Stretch a sheet of copper in its plane, or squeeze it by the same amount, and the simplest picture is a spring: equal energies, and stresses of equal size and opposite sign. The calculation, density-functional theory with the PBEsol functional, gives something else.

Fcc copper (conventional a = 3.563 Å) strained equally along a and b of a two-atom tetragonal cell, with c relaxed except at zero strain. Ansatz 0.2.0, plane-wave PAW, PBEsol, scalar-relativistic, no spin polarisation, cutoff 420 eV, k mesh 20×20×14, Gaussian smearing of 0.1 eV. Stress is positive in compression, and stress yy equals stress xx.

| strain (%) | energy change (meV/atom) | volume change (%) | c over a | stress xx (GPa) | stress zz (GPa) |
| --- | --- | --- | --- | --- | --- |
| -6 | 57.4 | -4.64 | 1.624 | 15.48 | 0.00 |
| -4 | 23.6 | -2.92 | 1.552 | 8.81 | 0.00 |
| -2 | 5.7 | -1.41 | 1.482 | 3.90 | 0.00 |
| 0 | 0.0 | 0.00 | 1.414 | 0.11 | -0.09 |
| 2 | 3.3 | 1.04 | 1.347 | -2.42 | 0.00 |
| 4 | 12.1 | 1.73 | 1.279 | -3.81 | 0.00 |
| 6 | 23.1 | 1.85 | 1.209 | -3.72 | 0.00 |

Here the strain changes both in-plane edges alike, while the height $c$ is free to relax. The row at zero strain is the exception: it is the given fcc cell, computed without relaxation. Stress is positive in compression, so negative values of stress xx mean that the crystal pulls back. At 6 % compression the energy is 57.4 meV per atom, against 23.1 at 6 % stretch. The tension also stops growing: it is 3.81 GPa at 4 % stretch and 3.72 GPa at 6 %.

That last small drop should not be trusted. In the unstrained cubic crystal stress xx and stress zz ought to be equal, yet they differ by about 0.2 GPa, an artefact of the finite k mesh. The flattening itself is safe, because the energies show it too. Adding up the work done by the stresses gives about 22 meV per atom at 6 % stretch, close to the energy in the table.

A tempting explanation is that stretched copper is looser because its atoms have more room. The volume column speaks against it. Between 4 and 6 % stretch the volume hardly changes, since $c$ shrinks as the sheet widens, yet the pull per unit of strain falls by about a third. If stiffness followed an inverse power of volume, that power would have to be about 11 at 6 % compression and about 53 at 6 % stretch. No single power of the volume covers both sides.

A better candidate looks at the bonds. Each atom has twelve neighbours, four of them in the plane, and a bond gives way more easily when lengthened than when shortened. With the four in-plane bonds described by a Morse curve of roughly recalled steepness for copper, and one stiffness fitted to all seven rows, the asymmetry has the right sign. But at 6 % stretch this model pulls twice as hard as the calculated crystal.

The cell shape shows what such a picture lacks. If only pair forces between nearest neighbours acted, zero stress along $c$ would keep the other eight bonds at their natural length. Instead they shorten by 1.4 % at 6 % stretch and lengthen by 1.2 % at 6 % compression. A likely reason is that the bonds of a metal are not independent: atoms share their electrons, and when some neighbours recede, the others are usually drawn closer. Forces between more distant atoms may also play a part, and this series does not separate the two.

The third explanation asks where the stretching leads. The fcc crystal can be described by a body-centred cell whose height is $\sqrt{2}$ times its in-plane edge. Widening this cell and letting it sink drives the ratio "c over a" towards 1, where the cell is a cube and the crystal is bcc. At 6 % stretch it has covered half of that way.

In bcc the three axes are equivalent. If the stress along $c$ is zero there, the in-plane stress must be zero as well. The pull therefore starts from zero in fcc and has to return to zero in bcc, so it must pass through a maximum in between. Compression leads away from bcc, and there symmetry demands no such turning point.

Geometry tells how far away bcc is. At equal volume its edge is $2^{1/6}$ times the in-plane edge of the fcc cell, which means a strain $e_\mathrm{b}$ of about 12 %. The simplest pull $p$ that vanishes at both ends is

$$p(e) = k\,e\left(1 - \frac{e}{e_\mathrm{b}}\right),$$

where $e$ is the in-plane strain, $k$ a stiffness, and the pull is counted as force per area of the unstrained crystal. The energy is proportional to the area under this curve, $k\,(e^2/2 - e^3/3e_\mathrm{b})$.

In the ratio of two energies $k$ cancels. For strains of 6 % the cubic term, divided by $e^2$, is $0.06/(3 \times 0.1225) \approx 0.163$. Compression should then cost $(0.5 + 0.163)/(0.5 - 0.163) \approx 1.97$ times as much as stretch. The table gives 2.5, the Morse bonds 1.5 and a plain spring 1.

With $k$ fitted to all seven rows, the path to bcc also follows the pull better than the Morse bonds do, as the output below shows. It still overestimates the pull at 6 % stretch by about 40 %, although that row was part of the fit. The symmetry argument fixes the two ends of the curve, not its shape between them or on the compressed side. The weakening of stretched bonds probably bends it further, but this series cannot separate the two effects.

A quadratic curve with two free constants fits much more closely than either model. Extended beyond the data, however, it reaches zero pull at 9.5 % strain, well short of bcc, and it names no cause. The numbers thus speak against a simple power of the volume as the sole cause. They favour the path to bcc over the bonds alone, but only if the recalled steepness of the bonds is about right: it was not fitted, and a much steeper Morse curve would be expected to follow the pull far better. The return to zero itself rests on symmetry, since no row reaches bcc.

The plateau should not be read as the breaking stress of a real copper film. The calculation keeps a two-atom cell and its symmetry, so it cannot show whether the crystal would shear at a smaller strain.

Numerical output:

```
fit of pull on 7 rows: coefficient of xbcc 166.9 +/- 6.8; rms 0.73, worst 6 1.53, leave-one-out rms 1.03
fit of pull on 7 rows: coefficient of xbond 47 +/- 4.7; rms 1.75, worst 6 3.64, leave-one-out rms 2.48
fit of pull on 7 rows: coefficient of eps 159.7 +/- 1.1, coefficient of eps2 -1676 +/- 21; rms 0.0973, worst -4 -0.161, leave-one-out rms 0.168
Pull and bonds:
  row  pull in GPa  bcc model in GPa  bond model in GPa  change of eight bonds in %
   -6        -15.7            -14.92             -13.55                       1.212
   -4       -8.909            -8.855             -8.124                      0.7852
   -2       -3.923            -3.882             -3.655                      0.3762
    0        -0.11                 0                  0                    -0.00755
    2        2.397             2.792              2.963                     -0.3944
    4        3.727             4.494              5.338                      -0.847
    6        3.574             5.107              7.216                       -1.39
Energy at 6 % stretch from the stresses, meV/atom: 22.19
Energy at 6 % compression from the stresses, meV/atom: 58.57
Energy ratio of compression to stretch at 6 %, table: 2.485
Same ratio, bcc model: 1.97
Same ratio, bond model: 1.522
Stiffness between -2 and 2 % strain, GPa: 158
Pull over strain at 6 % stretch, % of that stiffness: 37.7
Pull over strain at 6 % compression, % of that stiffness: 165.6
Fall of pull over strain from 4 to 6 % stretch, %: 36.06
Inverse power of volume needed at 6 % stretch: 53.22
Inverse power of volume needed at 6 % compression: 10.62
Strain at which bcc is reached at unchanged volume, %: 12.25
Part of the way in c/a from fcc to bcc at 6 % stretch, %: 49.54
Strain of largest pull in the free curve, %: 4.763
Strain of zero pull in the free curve (extrapolated), %: 9.526
```
